**2s and 3s levels and radii of sodium-like ions: a Dirac level plus a 1/Z series as predictor**

The table holds spin-up 2s and 3s Kohn-Sham eigenvalues, their difference and the mean radii for sodium-like ions from Cl6+ to W63+, from all-electron scalar-relativistic, spin-polarised LDA-VWN5 runs with a point nucleus (Quantum ESPRESSO ld1.x). The program subtracts the bare Dirac ns level from each eigenvalue and turns each radius into a screening relative to the bare Dirac radius, fits both with five terms in 1/Z and (Zα)² to the twelve ions up to Sm, and predicts Tb, Lu and W with error bars from a back-test and a truncation check. It also tries a free quadratic in Z and a Dirac level with one constant screening. The five-term model meets the withheld levels and radii within 0.014 % of the computed values, well inside its bars, while the two simpler models underbind the levels by 0.55 to 2.4 %. The output also lists the screening read from energies and from radii, row by row.

Sodium-like ions, [Ne] 3s¹ with the 3s electron spin-up, computed with Quantum ESPRESSO ld1.x 7.5 as all-electron, scalar-relativistic Kohn-Sham ions with spherical densities and a point nucleus. The functional is spin-polarised LDA (Slater exchange, VWN5 correlation). "Up" marks the spin of a level, and bound levels have negative eigenvalues.

## The fit in Python

```python
# Table: 2s/3s spin-up Kohn-Sham eigenvalues (eV), mean radii (bohr) and gap of Na-like ions;
# Quantum ESPRESSO ld1.x, LDA-VWN5, scalar-relativistic, spin-polarised, point nucleus.
# Tested: bare Dirac ns level/radius + 1/Z and (Z alpha)^2 series, fitted on known rows only;
# rivals: free quadratic in Z, Dirac level with one constant screening.
T = {
    'ion': ['Cl6+', 'Ca9+', 'V12+', 'Cu18+', 'Ge21+', 'Sr27+', 'Nb30+', 'Ru33+', 'Sn39+', 'I42+', 'Pr48+', 'Sm51+', 'Tb54+', 'Lu60+', 'W63+'],
    'Z': [17, 20, 23, 29, 32, 38, 41, 44, 50, 53, 59, 62, 65, 71, 74],
    'charge': [6, 9, 12, 18, 21, 27, 30, 33, 39, 42, 48, 51, 54, 60, 63],  # e
    'eigenvalue_2s_up': [-358.76, -605.41, -915.33, -1727.3, -2231.1, -3439.7, -4147.2, -4925.6, -6702.6, -7705.5, -9953.2, -11204, -12544, -15509, -17143],  # eV
    'eigenvalue_3s_up': [-107.4, -202.38, -325.33, -655.65, -863.53, -1366.5, -1662.5, -1988.8, -2735.0, -3156.3, -4099.5, -4623.4, -5183.7, -6418.9, -7096.8],  # eV
    'mean_radius_2s_up': [0.44224, 0.36126, 0.30502, 0.23197, 0.20688, 0.1696, 0.15535, 0.14316, 0.12336, 0.11519, 0.10137, 0.095456, 0.090081, 0.080646, 0.076471],  # bohr
    'mean_radius_3s_up': [1.265, 0.97479, 0.79495, 0.58135, 0.5123, 0.41329, 0.37649, 0.34546, 0.29588, 0.27573, 0.24205, 0.2278, 0.21493, 0.19253, 0.18271],  # bohr
    'gap': [251.4, 403.0, 590.0, 1072, 1368, 2073, 2485, 2937, 3968, 4549, 5854, 6581, 7360, 9090, 10050],  # eV
}
HELD = [12, 13, 14]  # rows withheld from the fit
import numpy as np
from scipy.constants import alpha, physical_constants as pc
from scipy.optimize import brentq, minimize_scalar
mc2 = pc['electron mass energy equivalent in MeV'][0]*1e6
Ry = pc['Rydberg constant times hc in eV'][0]
Z = np.array(T['Z'], float); ion = T['ion']; H = list(HELD)
K = [i for i in range(len(Z)) if i not in H]; KB, TB = K[:-3], K[-3:]
nm = {'e2': 'eigenvalue_2s_up', 'e3': 'eigenvalue_3s_up', 'r2': 'mean_radius_2s_up',
      'r3': 'mean_radius_3s_up', 'gap': 'gap'}
D = {k: np.array(T[v], float) for k, v in nm.items()}
rnd = {k: 0.5*10**(np.floor(np.log10(abs(v))) - (3 if k == 'gap' else 4)) for k, v in D.items()}
def gN(z, n):
    g = np.sqrt(1 - (z*alpha)**2)
    return n - 1 + g, np.sqrt((n-1)**2 + 2*(n-1)*g + 1)
def ED(z, n):
    a, N = gN(z, n); return mc2*(a/N - 1)
def ZR(z, n):  # Z*<r> of the Dirac ns state, bohr
    a, N = gN(z, n); return ((3*N*N - 1)*a + N)/(2*N)
X = np.c_[Z**0, 1/Z, 1/Z**2, (Z*alpha)**2, (Z*alpha)**4]
def model(k, rows, nt=5):
    if k == 'gap':
        return model('e3', rows, nt)[0] - model('e2', rows, nt)[0], None
    n = int(k[1])
    y = (D[k] - ED(Z, n))/Z if k[0] == 'e' else Z - ZR(Z, n)/D[k]
    c = np.linalg.lstsq(X[rows, :nt], y[rows], rcond=None)[0]
    f = X[:, :nt] @ c
    return (ED(Z, n) + Z*f if k[0] == 'e' else ZR(Z, n)/(Z - f)), c
P = {k: model(k, K)[0] for k in D}
sE = {n: np.array([Z[i] - brentq(lambda z: ED(z, n) - D['e%d' % n][i], 1, Z[i]) for i in K]) for n in (2, 3)}
sR = {n: (Z - ZR(Z, n)/D['r%d' % n])[K] for n in (2, 3)}
boost = {n: 100*(ED(Z, n)/(-Ry*Z**2/n**2) - 1) for n in (2, 3)}
gb = D['gap']/(Ry*Z**2*5/36)
assert np.all(abs(D['e3'] - D['e2'] - D['gap'])[K] <= (rnd['e2'] + rnd['e3'] + rnd['gap'])[K]*1.01)
assert np.all(sE[2] < sE[3]) and np.all(sE[3] < 10)
assert np.all(sR[2] < sE[2]) and np.all(sR[3] < sE[3])
assert np.all(np.diff(gb[K]) > 0)
print('ion Dirac/Bohr-1 % 2s 3s|sigE 2s 3s|sigR 2s 3s|gap/Bohr|calc-fit e2 e3 eV|r2 r3 in rounding units')
for j, i in enumerate(K):
    print('%s %.2f %.2f|%.2f %.2f|%.2f %.2f|%.3f|%+.2f %+.2f|%+.1f %+.1f' % (
        ion[i], boost[2][i], boost[3][i], sE[2][j], sE[3][j], sR[2][j], sR[3][j], gb[i],
        (D['e2']-P['e2'])[i], (D['e3']-P['e3'])[i],
        ((D['r2']-P['r2'])/rnd['r2'])[i], ((D['r3']-P['r3'])/rnd['r3'])[i]))
print('coefficients a b c d e (eV for e, screening units for r); worst row; rounding range')
for k in ('e2', 'e3', 'r2', 'r3'):
    r = (D[k] - P[k])[K]; w = K[int(np.argmax(abs(r/D[k][K])))]
    print(k, ' '.join('%.4g' % v for v in model(k, K)[1]), '| %s %+.4f%% | %.0e..%.0e' % (
        ion[w], 100*(D[k][w]/P[k][w] - 1), rnd[k][K].min(), rnd[k][K].max()))
for n in (2, 3):
    y = D['e%d' % n]; q = np.polyfit(Z[K], y[K], 2)
    s = minimize_scalar(lambda t: np.sum((ED(Z[K]-t, n)/y[K] - 1)**2), bounds=(0, 10), method='bounded').x
    for lab, f in (('quadratic, Z^2 coef/Bohr %.3f' % (-q[0]*n*n/Ry), np.polyval(q, Z)),
                   ('Dirac, const sigma %.2f' % s, ED(Z - s, n))):
        print('%ds %s: max known err %.1f eV, %.2f%%; held model/calc-1 %%:' % (
            n, lab, abs(f-y)[K].max(), 100*abs(f/y-1)[K].max()), ' '.join('%+.2f' % (100*(f[i]/y[i]-1)) for i in H))
print('held (eV or bohr): pred +- bar [backtest miss, 5-4 term change] calc, calc-pred, %, miss/bar')
for k in D:
    B, P4 = model(k, KB)[0], model(k, K, 4)[0]
    for i, b in zip(H, TB):
        bt, dt = D[k][b] - B[b], P[k][i] - P4[i]
        bar = max(3*abs(bt), abs(dt), rnd[k][i]); m = D[k][i] - P[k][i]
        print('%s %s %.6g +- %.2g [%+.2g, %+.2g] %.5g, %+.2g, %+.3f%%, %.2f' % (
            k, ion[i], P[k][i], bar, bt, dt, D[k][i], m, 100*m/abs(D[k][i]), abs(m)/bar))
print('held Dirac/Bohr-1 % 2s,3s:', ' '.join('%.1f,%.1f' % (boost[2][i], boost[3][i]) for i in H))
print('held gap/Bohr pred,calc:', ' '.join('%.3f,%.3f' % (gb[i]*P['gap'][i]/D['gap'][i], gb[i]) for i in H))
```

Running it gives:

```
ion Dirac/Bohr-1 % 2s 3s|sigE 2s 3s|sigR 2s 3s|gap/Bohr|calc-fit e2 e3 eV|r2 r3 in rounding units
Cl6+ 0.48 0.39|6.74 8.58|3.51 6.37|0.460|-0.00 -0.00|+1.4 +1.3
Ca9+ 0.67 0.54|6.68 8.44|3.52 6.23|0.533|+0.01 +0.01|-1.7 -19.5
V12+ 0.89 0.71|6.63 8.35|3.53 6.15|0.590|-0.01 -0.01|-0.6 +2.5
Cu18+ 1.43 1.14|6.56 8.23|3.56 6.07|0.675|+0.01 -0.01|+0.2 +5.5
Ge21+ 1.75 1.40|6.53 8.19|3.58 6.05|0.707|-0.00 -0.00|+1.4 +2.6
Sr27+ 2.51 2.00|6.47 8.12|3.63 6.04|0.760|+0.00 +0.02|+0.1 -1.2
Nb30+ 2.94 2.34|6.44 8.08|3.66 6.04|0.782|+0.00 -0.00|-0.5 -2.7
Ru33+ 3.41 2.71|6.40 8.05|3.70 6.06|0.803|-0.00 +0.02|-0.6 -0.6
Sn39+ 4.48 3.56|6.34 7.98|3.78 6.10|0.840|-0.01 -0.00|+0.0 +0.1
I42+ 5.08 4.03|6.30 7.94|3.84 6.13|0.857|+0.02 -0.02|+0.2 +0.9
Pr48+ 6.43 5.09|6.22 7.87|3.96 6.20|0.890|-0.02 -0.01|+0.4 +0.8
Sm51+ 7.19 5.69|6.17 7.83|4.03 6.24|0.906|+0.01 +0.02|-2.6 -0.7
coefficients a b c d e (eV for e, screening units for r); worst row; rounding range
e2 43.88 -112.2 -144.1 14.15 9.816 | Ca9+ -0.0019% | 5e-03..5e-01
e3 24.08 -73.7 -107.6 7.005 4.523 | Ca9+ -0.0067% | 5e-03..5e-02
r2 3.337 4.913 -43.77 2.179 4.334 | Ge21+ +0.0034% | 5e-07..5e-06
r3 5.861 -0.9638 160.1 0.9093 3.985 | Ca9+ -0.0100% | 5e-06..5e-05
2s quadratic, Z^2 coef/Bohr 1.160: max known err 34.1 eV, 8.05%; held model/calc-1 %: -0.69 -1.71 -2.33
2s Dirac, const sigma 6.63: max known err 191.1 eV, 2.22%; held model/calc-1 %: -1.80 -2.00 -2.11
3s quadratic, Z^2 coef/Bohr 1.117: max known err 11.2 eV, 8.75%; held model/calc-1 %: -0.55 -1.35 -1.84
3s Dirac, const sigma 8.40: max known err 101.1 eV, 4.16%; held model/calc-1 %: -2.24 -2.35 -2.42
held (eV or bohr): pred +- bar [backtest miss, 5-4 term change] calc, calc-pred, %, miss/bar
e2 Tb54+ -12544.2 +- 2 [+0.06, +2] -12544, +0.22, +0.002%, 0.11
e2 Lu60+ -15509.6 +- 6.7 [+0.097, +6.7] -15509, +0.59, +0.004%, 0.09
e2 W63+ -17144.6 +- 10 [+0.2, +10] -17143, +1.6, +0.009%, 0.15
e3 Tb54+ -5183.77 +- 0.9 [+0.034, +0.9] -5183.7, +0.074, +0.001%, 0.08
e3 Lu60+ -6419.24 +- 3.1 [+0.27, +3.1] -6418.9, +0.34, +0.005%, 0.11
e3 W63+ -7097.52 +- 4.8 [+0.51, +4.8] -7096.8, +0.72, +0.010%, 0.15
r2 Tb54+ 0.090081 +- 2e-05 [-2.1e-06, +2e-05] 0.090081, -2.2e-08, -0.000%, 0.00
r2 Lu60+ 0.0806418 +- 5e-05 [-1e-05, +5e-05] 0.080646, +4.2e-06, +0.005%, 0.08
r2 W63+ 0.0764642 +- 6.9e-05 [-2e-05, +6.9e-05] 0.076471, +6.8e-06, +0.009%, 0.10
r3 Tb54+ 0.214936 +- 4.5e-05 [-1e-05, +4.5e-05] 0.21493, -5.7e-06, -0.003%, 0.13
r3 Lu60+ 0.192553 +- 0.00015 [-4.9e-05, +0.00011] 0.19253, -2.3e-05, -0.012%, 0.16
r3 W63+ 0.182735 +- 0.00024 [-8e-05, +0.00016] 0.18271, -2.5e-05, -0.014%, 0.11
gap Tb54+ 7360.44 +- 1.1 [-0.23, -1.1] 7360, -0.44, -0.006%, 0.42
gap Lu60+ 9090.35 +- 3.6 [+0.47, -3.6] 9090, -0.35, -0.004%, 0.10
gap W63+ 10047 +- 5.6 [+0.71, -5.6] 10050, +3, +0.029%, 0.52
held Dirac/Bohr-1 % 2s,3s: 8.0,6.3 9.8,7.7 10.8,8.5
held gap/Bohr pred,calc: 0.922,0.922 0.954,0.954 0.971,0.971
```
